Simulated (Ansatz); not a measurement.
The calculation used DFT PBE, scalar-relativistic, plane waves, PAW in Ansatz 0.2.0. All cells share a 420 eV cutoff and Γ-centred k meshes spaced at most about 0.3 Å⁻¹ (about 0.25 or finer for metals, 2π included). No spin polarisation in the final relaxations.

All energies are static (0 K, no zero-point motion).

Two forms of GaS5 were relaxed alike.

A.

```xyz
6
Lattice="6.5309 0.0000 0.0000 -3.2654 5.6559 0.0000 0.0000 0.0000 3.3060" Properties=species:S:1:pos:R:3 pbc="T T T"
Ga    0.0000    0.0000    0.0000
S     0.0000    3.7706    0.0000
S     3.2654    1.8853    0.0000
S     3.2654    0.0000    1.6530
S     1.6327    2.8280    1.6530
S    -1.6327    2.8280    1.6530
```

B.

```xyz
6
Lattice="5.9738 0.0000 0.0000 -2.9869 5.1734 0.0000 0.0000 0.0000 3.4363" Properties=species:S:1:pos:R:3 pbc="T T T"
Ga    0.0000    0.0000    1.7181
S    -0.9962    1.7254    0.0000
S     1.9907    3.4480    0.0000
S     1.9923    0.0000    0.0000
S     2.9869    1.7245    1.7181
S     0.0000    3.4490    1.7181
```

Task: Which is lower in energy, and by how much?

Result: B is lower, by 66 meV/atom. A has space group P6/mmm (No. 191), 20.4 Å³/atom and no gap on its mesh; B has space group P-62m (No. 189), 17.7 Å³/atom and no gap. Counting S atoms around Ga (those within 1.25 times the shortest such distance or 1.15 times the sum of covalent radii, 1.27 where that leaves under three; the shortest distance is added where it exceeds 1.18 times the sum of covalent radii), A has Ga 18 from 3.7 Å and B has Ga 6. The denser one is the lower, and pressure would at first widen the difference. Even the lower one lies +0.51 eV/atom against the reference forms of the elements (uncorrected), so neither is stable at this level. In A, around Ga lie 2 Ga at 3.31 Å and 18 S at 3.66–3.77 Å; around S on a site of symmetry -6m2 lie 6 S at 2.51 Å, 2 S at 3.31 Å, 3 Ga at 3.77 Å and 3 S at 3.77 Å; S on a site of symmetry mmm has 4 S at 2.51 Å, 6 S at 3.27–3.31 Å and 4 Ga at 3.66 Å. In B, Ga is surrounded by 6 S at 2.63 Å; S on a site of symmetry m2m has 4 S at 2.63 Å and 2 Ga at 2.63 Å; S on a site of symmetry -6 is surrounded by 6 S at 2.63 Å. Both come from invented guesses. A third cell relaxed alike, in P4mm, lies 169 meV/atom below the lower of the two.

In P6/mmm, P-62m an odd number of electrons in the primitive cell allows no gap without spin; a larger cell or a magnetic state could open one. A magnetic state wasn't ruled out in cells without spin, among them P-62m. Cells relaxed within their symmetry can be saddle points.

B's advantage probably comes from bringing gallium into contact with sulfur. In A, gallium sits in an oversized cage with its nearest sulfur at 3.66 Å, too far for appreciable covalent or polar bonding, whereas B brings six sulfur atoms to 2.63 Å. Even these contacts are long for Ga–S bonds, and the shortest S–S distance grows from 2.51 Å in A to 2.63 Å in B, so stronger sulfur–sulfur bonding is an unlikely source of the gain.

Neither framework suits sulfur, which normally forms two short, directional bonds in chains or rings and keeps its lone pairs. Here it is spread over many stretched contacts, which suggests delocalised, electron-rich bonding with antibonding states partly filled, and helps explain why both forms lie above the elements. The much lower P4mm cell shows that the A–B ordering says little about the preferred structure at this composition. Decomposition into Ga2S3 and sulfur, the natural chemical competitor, would be a stricter test than the elements and isn't evaluated.
